# Office hours: the on-top pair density and broken spin symmetry

**Student.** Unrestricted LSD pulls H$_2$ apart into a spin-up atom and a spin-down atom. The singlet has $m(\mathbf r)=n_\uparrow-n_\downarrow=0$ everywhere. Why trust an energy built on a wrong $m$?

**Lecturer.** Ask what the energy uses. Take hartree atomic units, collinear spins, and a pair density $P(\mathbf r,\mathbf r')$ normalised to $N(N-1)$. A determinant has $P=n(\mathbf r)n(\mathbf r')-\sum_\sigma|\gamma_\sigma(\mathbf r,\mathbf r')|^2$, and $\gamma_\sigma(\mathbf r,\mathbf r)=n_\sigma$, so

$$P(\mathbf r,\mathbf r)=n^2-n_\uparrow^2-n_\downarrow^2=2n_\uparrow n_\downarrow,\qquad n_{\uparrow,\downarrow}=\frac n2\left[1\pm\sqrt{1-p}\right],\qquad p\equiv\frac{2P}{n^2}=1-\zeta^2,$$

with $\zeta=m/n$. The LSD exchange-correlation energy per electron is even in $\zeta$, hence a function of $n$ and $p$. The sign pattern of $m$ survives only in the orbitals and their kinetic energy. Perdew, Savin and Burke (1995) therefore read $n_\uparrow,n_\downarrow$ as auxiliary quantities that deliver $n$ and the on-top pair density.

**Student.** A square root is singular at $p=1$.

**Lecturer.** The energy is not. Exchange is $\varepsilon_x=-(0.458/r_s)\,\phi$, where $4\pi r_s^3/3=1/n$ and $\phi=\frac12[(1+\zeta)^{4/3}+(1-\zeta)^{4/3}]$. The two ends are

$$\phi=1+\tfrac29(1-p)+\tfrac5{243}(1-p)^2+\dots,\qquad \phi=2^{1/3}\left(1-\tfrac p3\right)+\tfrac12\left(\tfrac p2\right)^{4/3}+\dots$$

The first series continues to $p>1$, where $\zeta$ is imaginary and $\phi$ stays real. The non-analytic end is $p\to0$: the minority-spin term is $0.47\,p^{1/3}$ times the linear one and drops below 10% of it only for $p<0.0095$.

**Student.** And "$P=0$ in the stretched singlet" is exact?

**Lecturer.** Asymptotically, and for one-electron fragments. With 1s orbitals $a,b$ at separation $R$, the determinant $|a\uparrow b\downarrow|$ has $p=\mathrm{sech}^2(r_A-r_B)$, which is $4e^{-2R}$ at a nucleus to leading order. The Heitler–London singlet, with overlap $S$, has $p=8a^2b^2(1+S^2)/(a^2+b^2+2Sab)^2\to8e^{-2R}$. At $R=6$ bohr these are $2.5\times10^{-5}$ and $4.9\times10^{-5}$. On the midplane they tend to 1 and 2, but the density there falls as $e^{-R}$. As $R\to\infty$ both give the exact $n$ and $P=0$ wherever electrons are found. Fragments with paired cores keep $P\neq0$.

**Student.** Here is my objection. The dilute uniform gas is unpolarised, yet repulsion empties the on-top region. Your formula then says it is polarised.

**Lecturer.** Two different $P$'s are in play. The identity holds for the determinant, at coupling $\lambda=0$ in the interaction $\lambda/r_{12}$. The interacting gas has

$$P(\mathbf r,\mathbf r)=2n_\uparrow n_\downarrow\,g_{\uparrow\downarrow}(0),\qquad p=(1-\zeta^2)\,g_{\uparrow\downarrow}(0),$$

and the spin-averaged $g(0)=P/n^2$ is $g_{\uparrow\downarrow}(0)/2$ at $\zeta=0$. LSD's estimate of the physical $P$ is this expression with the local $r_s$ and $\zeta$. Dimensional analysis fixes the argument: the only lengths are $r_s$ and the scaled Bohr radius $1/\lambda$, so $g_{\uparrow\downarrow}(0)$ depends on $\lambda r_s$ and $\zeta$ alone. Low density and strong interaction are one limit.

**Student.** Then give me the function.

**Lecturer.** Two models, for $\zeta=0$. The relative s wave of a pair has reduced mass $\frac12$, so at zero energy $u''=Vu$, with $u\simeq r$ at the origin. Overhauser (1995) screens the repulsion with a neutralising sphere: $V=1/r-3/(2r_s)+r^2/(2r_s^3)$ for $r<r_s$, zero outside. The outer slope $A$ normalises the wave, $g_{\uparrow\downarrow}(0)=A^{-2}$, and one iteration gives $A=1+\int_0^{r_s}Vr\,dr=1+3r_s/8$:

$$g_O=\frac{64}{(8+3r_s)^2}.$$

Yasuhara's ladder formula (1972), which I take as given, is

$$g_Y=\left[\frac{z}{2I_1(z)}\right]^2,\qquad z=4\sqrt{\alpha r_s/\pi}=1.63\sqrt{r_s},\qquad \alpha=\left(\frac4{9\pi}\right)^{1/3}=0.521,$$

where $k_F=1/(\alpha r_s)$. It equals the bare-Coulomb solution $u=\sqrt r\,I_1(2\sqrt r)$ with $u/r$ normalised to one at $r=z^2/4=0.663\,r_s$.

**Student.** Zero energy looks crude.

**Lecturer.** It is. The mean relative kinetic energy of a pair is $0.3k_F^2=1.105/r_s^2$, which matches the barrier scale $1/r_s$ at $r_s=1.1$ and exceeds it at higher density. So I print two figures and read the gap between the models as a rough uncertainty. Define $\zeta_{\rm eff}=\sqrt{1-g_{\uparrow\downarrow}(0)}$, the polarisation your objection predicts, and $\bar g_O=\int_0^1g_O(\lambda r_s)\,d\lambda=8/(8+3r_s)$, the coupling average that belongs to the exchange-correlation hole. The second row is jellium at the valence density of aluminium wiring: fcc, three electrons per atom, typical lattice constant 4.05 Å.

| $r_s$ | $g_O$ | $g_Y$ | $\zeta_{\rm eff}$ (O) | $\zeta_{\rm eff}$ (Y) | $\bar g_O$ |
|---|---|---|---|---|---|
| 1 | 0.53 | 0.53 | 0.69 | 0.68 | 0.73 |
| 2.07 | 0.32 | 0.29 | 0.83 | 0.84 | 0.56 |
| 5 | 0.12 | 0.067 | 0.94 | 0.97 | 0.35 |
| 10 | 0.044 | 0.0085 | 0.98 | 0.996 | 0.21 |

Both models pass $g_{\uparrow\downarrow}(0)=\frac12$ at $r_s=1.1$. That is the first crossover.

**Student.** They differ by a factor of 5 at $r_s=10$. Which scaling holds?

**Lecturer.** The exponential one. At small $r_s$ both are linear, $g_O\simeq1-0.75r_s$ and $g_Y\simeq1-0.66r_s$. At large $r_s$ the power law $g_O\to64/(9r_s^2)$ comes from stopping at one iteration. With $x=r/r_s$, $r_sV=(1-x)^2(x+2)/(2x)\ge0$, so further iterations only raise $A$, and $g_O$ bounds the full zero-energy solution from above. That solution tunnels: $\ln g\simeq-2\int\sqrt V\,dr=-3\sqrt2\,\mathrm{arsinh}(1/\sqrt2)\sqrt{r_s}=-2.79\sqrt{r_s}$. The other model gives

$$g_Y\simeq\frac\pi2z^3e^{-2z}\left(1+\frac3{4z}\right),\qquad 2z=3.26\sqrt{r_s}.$$

At $r_s=10$ the leading term is 0.0072 and the correction adds 15%. The form $e^{-c\sqrt{\lambda r_s}}$ is shared, while $c$ belongs to the model. The coupling average is $r_s^{-1}\int_0^{r_s}g\,dr_s'$ and falls only as $1/r_s$ in either case, because the window $\lambda\lesssim1/r_s$ stays weakly correlated.

**Student.** What if I do feed the interacting $P$ into the square root?

**Lecturer.** You count correlation twice. Model O gives $\zeta_{\rm eff}\simeq\sqrt{3r_s/4}\,(1-9r_s/32)$, the correction reaching 10% at $r_s=0.36$. Exchange shifts by $-(0.458/r_s)\frac29\cdot\frac34r_s=-0.076$ hartree per electron, which survives as $r_s\to0$. A determinant with that polarisation also pays kinetic energy. With $t_s=(1.105/r_s^2)\frac12[(1+\zeta)^{5/3}+(1-\zeta)^{5/3}]\simeq(1.105/r_s^2)(1+\frac59\zeta^2)$ the cost is $0.46/r_s$, as large as the whole exchange energy. And jellium at the density of non-magnetic aluminium would be assigned the models' 0.83–0.84. So $\zeta_{\rm eff}$ is a label for $P$ and no magnetisation. In Kohn–Sham LSD, $\zeta$ comes from minimising the energy.

**Student.** Then when does the gas break symmetry?

**Lecturer.** That depends on whether the functional has another way to lower $p$. Drop correlation and keep uniform states. Then $g_{\uparrow\downarrow}=1$, and $\zeta$ is the only handle. The fully polarised gas wins when $1.105(2^{2/3}-1)/r_s^2<0.458(2^{1/3}-1)/r_s$, that is beyond

$$r_s=\frac{2\pi}{5\alpha}\left(2^{1/3}+1\right)=5.45,$$

and $\zeta=0$ loses local stability where the $\zeta^2$ terms cancel, at $r_s=\pi/\alpha=6.03$. This is the second crossover. At 5.45 the models put the interacting $p$ at 0.11 (O) and 0.054 (Y). The exchange-only determinant jumps from $p=1$ to $p=0$, the nearer value, at the price of a spurious $m$. With correlation included the factor $g_{\uparrow\downarrow}(0)$ does this work, and the fluid stays unpolarised well beyond that $r_s$. As $r_s\to\infty$ the leading $1/r_s$ term of $\varepsilon_{xc}$ is electrostatic and the same for every $\zeta$, whereas exchange alone keeps the ratio $2^{1/3}=1.26$.

**Student.** If full LSD needs no breaking in the gas, why does it in H$_2$?

**Lecturer.** Compare the two factors of $p$. In the gas, the density that is low is also what keeps the electrons apart, so the local $r_s$ knows about it. In stretched H$_2$ each atom has $n=e^{-2r}/\pi$ and $r_s(r)=(3/4)^{1/3}e^{2r/3}$, which is 0.91 at the nucleus, on the dense side of the first crossover. Spin-restricted LSD there implies $p=g_{\uparrow\downarrow}(0)=0.56$ in both models, while the exact value tends to zero, since the partner sits on the other atom. The local density carries no trace of $R$. The factor $1-\zeta^2$ is the only one left that can vanish, and it does so at $|\zeta|=1$ whatever $g_{\uparrow\downarrow}(0)$ and $\lambda$ are. That is the one point where the determinant's $P$, LSD's estimate of the physical $P$ and the exact $P$ coincide.